Interaction energy of Li+ with HCl in the gas phase, computed with Ansatz 0.2.0 in the def2-TZVPPD basis, with frozen cores in CCSD and CCSD(T). It is the pair's energy less those of both fragments in the pair's basis (counterpoise-corrected; negative binds). HCl is moved rigidly from the PBE0-D4/def2-TZVP minimum along the line from Li+ to the H–Cl midpoint.

```
shift from the minimum (Å)  CCSD(T) (kcal/mol)  PBE-D4 (kcal/mol)  r2SCAN-D4 (kcal/mol)  HF (kcal/mol)  CCSD (kcal/mol)  HF less CCSD(T) (kcal/mol)
                    -0.232              -12.03             -14.55                -12.48         -12.39           -12.12                       -0.36
                    -0.116              -14.22             -16.49                -14.57         -14.61           -14.29                       -0.39
                     0.000              -15.00             -17.08                -15.29         -15.40           -15.06                       -0.40
                     0.116              -14.92             -16.84                -15.18         -15.30           -14.97                       -0.38
                     0.279              -14.00             -15.76                -14.23         -14.34           -14.03                       -0.35
                     0.580              -11.41             -13.27                -11.72         -11.69           -11.42                       -0.28
                     1.161               -7.01              -8.44                 -7.34          -7.23            -7.01                       -0.22
                     2.322               -2.94              -3.37                 -3.16          -3.10            -2.95                       -0.16
```

The table follows the binding of a lithium cation to hydrogen chloride as the two are pulled apart. The shift from the minimum, called $x$ below, is the distance by which HCl has been moved. Five columns give the interaction energy $E$ at five levels of theory, and the last column is the Hartree-Fock (HF) energy less the CCSD(T) energy. CCSD(T) serves as the reference. Its lowest row is $-15.00$ kcal/mol at $x = 0$, and $-2.94$ kcal/mol remains at $x = 2.322$ Å. A curve of this kind can be estimated on paper, because Li$^+$ is close to a point charge and HCl can be described from outside, roughly, by three numbers.

### Distance and angle

In the coordinates of the calculation Li$^+$ sits on the chlorine, off the molecular axis. Two quantities fix its position, the Li–Cl distance $r$ and the angle $\theta$ = Li–Cl–H. The shift runs along the line from Li to the midpoint of H–Cl, so $x$ is not exactly the change in $r$, and $\theta$ opens slowly although HCl never turns. From the coordinates, rounded to two decimals here and in all that follows, $r \approx 2.33 + 0.98\,x$ Å holds to 0.01 Å in every row, and $\theta$ rises from 104° in the first row to 113° in the last. The H–Cl bond keeps its length of 1.29 Å, which the rounded coordinates turn into 1.30 Å.

The scan therefore separates two closed-shell fragments and breaks no electron-pair bond, so the known failure of single-reference methods on stretched bonds is not expected here. The calculations bear this out in all eight rows, each with a stable closed-shell singlet and a $T_1$ diagnostic between 0.0055 and 0.0056.

### The far limit

When the electron clouds do not overlap, the energy is that of a unit charge in the field of a neutral molecule, plus the response of the molecule to the charge. The potential of a linear molecule expands in multipoles. With the origin on Cl and the axis pointing to the positive H end, the dipole $\mu$ contributes $\mu\cos\theta/r^2$ and the quadrupole $\Theta$ contributes $\Theta P_2/r^3$, where $P_2 = \tfrac12(3\cos^2\theta - 1)$. The ion's field $F = e/r^2$ also induces a dipole $\alpha F$ in HCl, and building it up against the restoring force lowers the energy by $\tfrac12\alpha F^2$. The three effects add:

$$E_\text{far} = k\left[\frac{\mu\cos\theta}{r^2} + \frac{\Theta P_2}{r^3} - \frac{\alpha}{2r^4}\right], \qquad k = 332.1\ \text{kcal Å/mol}.$$

Rough recalled values for HCl are $\mu \approx 1.1$ D, $\Theta \approx 3.7$ D Å and $\alpha \approx 2.6$ Å$^3$. With 1 D = 0.2082 $e$ Å the coefficients become $332.1 \times 0.2082 \times 1.1 = 76$, $332.1 \times 0.2082 \times 3.7 = 256$ and $332.1 \times 2.6/2 = 432$, for $r$ in Å and energies in kcal/mol. None of them is fitted to the table. The series is cut short for convenience. The next permanent multipole, the octupole, falls as $r^{-4}$ like induction, repels the cation at the angles of this scan and is not small. It is partly offset by the higher-order polarisation of HCl in the ion's non-uniform field, which is also left out.

Each sign has a chemical reading. The dipole attracts the cation whenever $\theta > 90°$, on the side away from hydrogen. The positive quadrupole describes a molecule that is short of electrons at both ends of its axis and carries a negative belt around the chlorine, where the $p$ lone pairs lie. It attracts a cation that approaches from the side ($P_2 < 0$) and repels one on the axis, even behind the chlorine. Induction attracts in every direction.

At very large $r$ only the slowest term survives and $E \propto r^{-2}$. At small $r$ the induction term grows fastest and $E_\text{far}$ approaches $r^{-4}$. The outer rows of the table lie between these limits. In the model, induction still exceeds the dipole term at $x = 1.161$ Å ($-3.00$ against $-2.20$) and has fallen below it at $x = 2.322$ Å ($-0.95$ against $-1.38$). A sum of powers 2, 3 and 4 with comparable weights behaves like a power near 3. The CCSD(T) energies of the last two rows give $\ln(7.01/2.94)/\ln(4.614/3.465) = 3.03$, and the unfitted sum gives 2.98. The exponent of about 3 is a fact of the table, and its reading as a crossover from 4 to 2 comes from the model.

### The bent contact

Dipole and quadrupole want different angles, and their competition can be settled in one line. With isotropic $\alpha$, setting the derivative of $E_\text{far}$ with respect to $\cos\theta$ to zero gives

$$\cos\theta = -\frac{\mu r}{3\Theta}.$$

As $r \to 0$ the quadrupole wins and the ion sits at 90°, on the belt. At large $r$ the dipole wins and the ion moves to the axis behind chlorine, which in this model happens only beyond $3\Theta/\mu \approx 10$ Å. At $r = 2.327$ Å the formula gives 103°, against 106° in the optimised structure. This row is the only one where the angle tests anything, since the angles of the other rows are set by the rigid path. The closeness of the two angles should not be overrated. HCl is somewhat more polarisable along its axis than across it, but that opens the angle only slightly. The higher multipoles matter more at contact, where the octupole pulls the ion towards 90° and the hexadecapole pushes it back, so the formula lands near the optimised angle partly by cancellation. The 10 Å is likewise rough, and the octupole shortens it.

### The near limit

At contact the lithium $1s^2$ core overlaps the valence shell of chlorine, and Pauli exclusion drives the energy up. The multipole and induction formulas also overshoot there, because they treat HCl as a point while the ion is entering its charge cloud. These corrections depend on the overlap of densities that decay exponentially, so theory suggests lumping them into one exponential. The higher multipoles, higher polarisabilities and dispersion left out of $E_\text{far}$ fall as powers of $r$ instead, and the same exponential has to absorb their net effect. The table supports the form. The CCSD(T) energy less $E_\text{far}$ is positive in every row and falls from 25.57 at $x = -0.232$ Å through 11.45 at $x = 0$ to 1.32 at $x = 0.580$ Å, nearly a straight line on a logarithmic scale. An unweighted least-squares fit of $B\,e^{-b(r - 2.3)}$ to this remainder over all eight rows gives $B = 12.5$ kcal/mol and $b = 3.62$ Å$^{-1}$, the 2.3 Å being only a convenient origin. The rule is then

$$E \approx \frac{76\cos\theta}{r^2} + \frac{256\,P_2}{r^3} - \frac{432}{r^4} + 12.5\,e^{-3.62\,(r - 2.3)}.$$

The last term, the wall, should not be read as exchange repulsion. It is whatever the three point formulas leave over, and so it mixes exchange with penetration, the damping of induction, charge transfer, dispersion, higher-order polarisation and the higher multipoles of HCl. Among the last, the repulsive octupole term is a sizeable part of the remainder on the outer slope. Near contact the separate terms are likewise only a way of keeping accounts. An induction term of $-22.10$ kcal/mol in the first row is the value of an undamped formula and does not mean that the molecule gains that much by polarising.

### Two rows worked

At $x = 0$ the geometry is $r = 2.327$ Å, $\cos\theta = -0.271$ and $P_2 = -0.390$. The powers are $r^2 = 5.415$, $r^3 = 12.60$ and $r^4 = 29.32$. The dipole term is $76 \times (-0.271)/5.415 = -3.80$, the quadrupole term $256 \times (-0.390)/12.60 = -7.92$ and the induction term $-432/29.32 = -14.73$, together $-26.45$. The wall is $12.5\,e^{-3.62 \times 0.027} = 11.34$. The estimate is $-15.11$ kcal/mol against $-15.00$ for CCSD(T), too deep by 0.7 % of the CCSD(T) value. This row was one of the eight in the fit, so the agreement shows that the form is flexible enough and is no prediction.

At $x = 2.322$ Å the geometry is $r = 4.614$ Å, $\cos\theta = -0.386$ and $P_2 = -0.277$, with $r^2 = 21.29$, $r^3 = 98.2$ and $r^4 = 453$. The terms are $76 \times (-0.386)/21.29 = -1.38$, $256 \times (-0.277)/98.2 = -0.72$ and $-432/453 = -0.95$. The wall has the exponent $-3.62 \times 2.314 = -8.4$ and vanishes at this accuracy. The estimate is $-3.05$ against $-2.94$, too deep by 3.7 % of the CCSD(T) value. The row was formally in the fit, but the fitted term is nil there, so the estimate rests on the three recalled properties alone.

A fairer test of the well fixes the wall from two rows and predicts the others. The remainders are 25.57 at $r = 2.102$ Å and 4.18 at $r = 2.598$ Å, so $b = \ln(25.57/4.18)/0.496 = 3.65$ Å$^{-1}$ and $B = 25.57\,e^{-3.65 \times 0.198} = 12.4$. With this wall the row $x = 0$ is outside the calibration and comes out 0.18 kcal/mol too deep, which is the largest error among the six predicted rows. Two good energies on the near side, and a pencil, thus give the rest of this curve to about 0.2 kcal/mol.

### Accuracy over the table

The fitted rule has a root-mean-square (rms) error of 0.09 kcal/mol against CCSD(T) over the eight rows, and its worst row is $x = 0.580$ Å, too shallow by 0.14. In relative terms the error is at most 1.2 % of the CCSD(T) value in seven rows and 3.7 % in the last. The rule puts the bottom of the well at $-15.14$ kcal/mol and $x = 0.03$ Å. A parabola through the three CCSD(T) rows around $x = 0$ gives $-15.07$ at 0.05 Å, so both place the minimum slightly outside the structure from which the scan starts.

The errors are well above the table's rounding of 0.005 and form a pattern, too deep around the minimum, too shallow on the outer slope and too deep again in the last row. A single exponential is not the exact shape of the remainder, whose logarithmic slope steepens from $\ln(25.57/17.16)/0.112 = 3.6$ Å$^{-1}$ at the inner end to $\ln(4.18/1.32)/0.295 = 3.9$ Å$^{-1}$ farther out. The rounding of the geometry sets a second bound, which belongs to this estimate and not to the calculation. The coordinates were rounded to two decimals for the model and then give 2.102 Å for the first row, where the full coordinates of the run give 2.097 Å. The curve falls by $(14.22 - 12.03)/0.116 = 19$ kcal/mol per Å there, so 0.005 Å is worth about 0.1 kcal/mol, as much as the rms error.

The recalled inputs are the third bound. Taking $\mu$ as 1.0 or 1.2 D moves the error of the last row to $+0.02$ or $-0.23$, so the 0.11 found above is within what one unit in the second figure of $\mu$ can do. That does not make $\mu$ the cause. The neglected octupole repels at this angle and decays no faster than induction, so it has the sign to remove the excess and is the likelier source. The good agreement of the unfitted sum in the last two rows owes something to a cancellation between the octupole and the neglected higher-order induction. The table alone cannot separate these terms. When the wall is refitted after such changes, or after lowering $\Theta$ to 3.5 or $\alpha$ to 2.4, the rms error stays between 0.10 and 0.17 while $B$ ranges from 11.3 to 12.9 and $b$ from 3.52 to 3.82. The wall constants trade against the inputs and must be used as a set with them. The quadrupole cannot be traded away in this fashion. Without it the refitted rms error is 1.32 kcal/mol and the last row is underbound by 0.61.

Two other forms were fitted to all eight rows by the same least squares, each with three constants. Replacing $E_\text{far}$ by $-C/r^3$ gives $C = 300$, $B = 9.71$, $b = 3.74$ Å$^{-1}$ and an rms error of 0.07, slightly better than the rule, at the price of one more fitted number and no knowledge of angle. For a quick figure in the last two rows, $-E r^3$ is 292 and 289, so $-290/r^3$ is enough. Theory says this shortcut must underbind farther out, where the power slides towards 2. A Morse curve in $r$ has an rms error of 0.40 and misses the last row by 0.87, which is 30 % of 2.94, because its exponential tail dies too fast for an ion and a polar molecule.

### The other columns

The rule was fitted to CCSD(T), so its small error is no sign that it outranks the other methods, which were fitted to nothing in this table. It does help in reading their errors. CCSD lies within 0.09 kcal/mol of CCSD(T) in every row, so the triples hardly touch this interaction and CCSD already removes most of the HF error. The frozen cores in these two methods are the inner shells of chlorine only, and the lithium $1s$ electrons are correlated.

HF binds too strongly in every row although it has no dispersion. Dispersion is weak here, since the tight Li$^+$ core is barely polarisable. The last column shrinks in size from 0.40 at $x = 0$ to 0.16 in the last row, while relative to the CCSD(T) binding it grows from 2.7 % to 5.4 %. The error thus decays more slowly than the binding, as a dipole term would, and divided by the model's dipole term it stays between 8.5 % and 11.6 % over all rows. HF is known to make hydrogen halides too polar, and a dipole about a tenth too large would give this pattern. The ratio is consistent with that cause, but the cause has not been tested on computed dipoles here. Near contact the errors of HF in the quadrupole (too large) and the polarisability (too small) are not negligible and work against each other, so the steadiness of the ratio in the inner rows is partly a cancellation.

r2SCAN-D4 overbinds by 0.22 to 0.45 kcal/mol, which is 1.9 % of the CCSD(T) binding at $x = 0$ and 7.5 % in the last row. PBE-D4 overbinds far more, by 2.52 in the first row, 2.08 at $x = 0$ and 0.43 in the last. In the first row the whole D4 correction of the pair is only $-0.41$ kcal/mol, so in that row dispersion cannot account for most of the excess. Delocalisation error, which lets too much charge flow from HCl to the cation, is a known fault of such functionals and a plausible but untested candidate. The PBE-D4 excess is about 14 % of the binding at $x = 0$ and 15 % in the last row, yet $1.43/7.01 = 20$ % at $x = 1.161$ Å, so one scale factor would not repair the curve. All columns share basis, geometry and the neglect of spin-orbit coupling, which has no first-order effect on closed-shell singlets, so these settings are unlikely to be the source of differences of this size.

### Range of the rule and neighbouring pairs

The rule has been checked from $r = 2.1$ to 4.6 Å and for angles of 104° to 113°. Inside 2.1 Å the estimate becomes a small difference of large numbers (already $-37.60 + 25.56$ in the first row), and since $-432/r^4$ diverges while the exponential stays finite, the formula eventually turns attractive without bound. Outside 4.6 Å the far terms should improve in principle, and as the neglected octupole fades the error comes to reflect that of $\mu$. The rigid path never turns HCl, so at long range it departs from the relaxed path on which the ion moves towards the axis. The wall has no angle in it, and near contact it cannot be trusted for linear arrangements, least of all at the hydrogen end.

The quantity estimated is the electronic interaction energy of rigid fragments in a finite basis. A measured binding energy would also contain the cost of deforming HCl, zero-point motion and thermal terms, and the counterpoise correction does not remove all basis incompleteness from the reference itself.

The far terms carry over to other pairs by theory, whereas the wall has to be fixed anew each time. For Na$^+$ the three far terms are unchanged, since they know only the charge, and the larger core moves the wall outward, so the tail should resemble this one and the well should be shallower. For a doubly charged ion the dipole and quadrupole terms double and induction quadruples, with the caution that linear response and the neglect of charge transfer fail sooner in the stronger field. Going to HBr, with a smaller dipole and a larger quadrupole and polarisability, the angle formula moves the ion nearer to 90° and induction takes a larger share. For hydrogen fluoride the dipole is larger and the quadrupole smaller, so the angle opens. For an anion both electrostatic terms change sign and agree on the hydrogen end of the axis. The resulting hydrogen bond stretches H–Cl, and a rule built on a rigid molecule stops applying at contact.
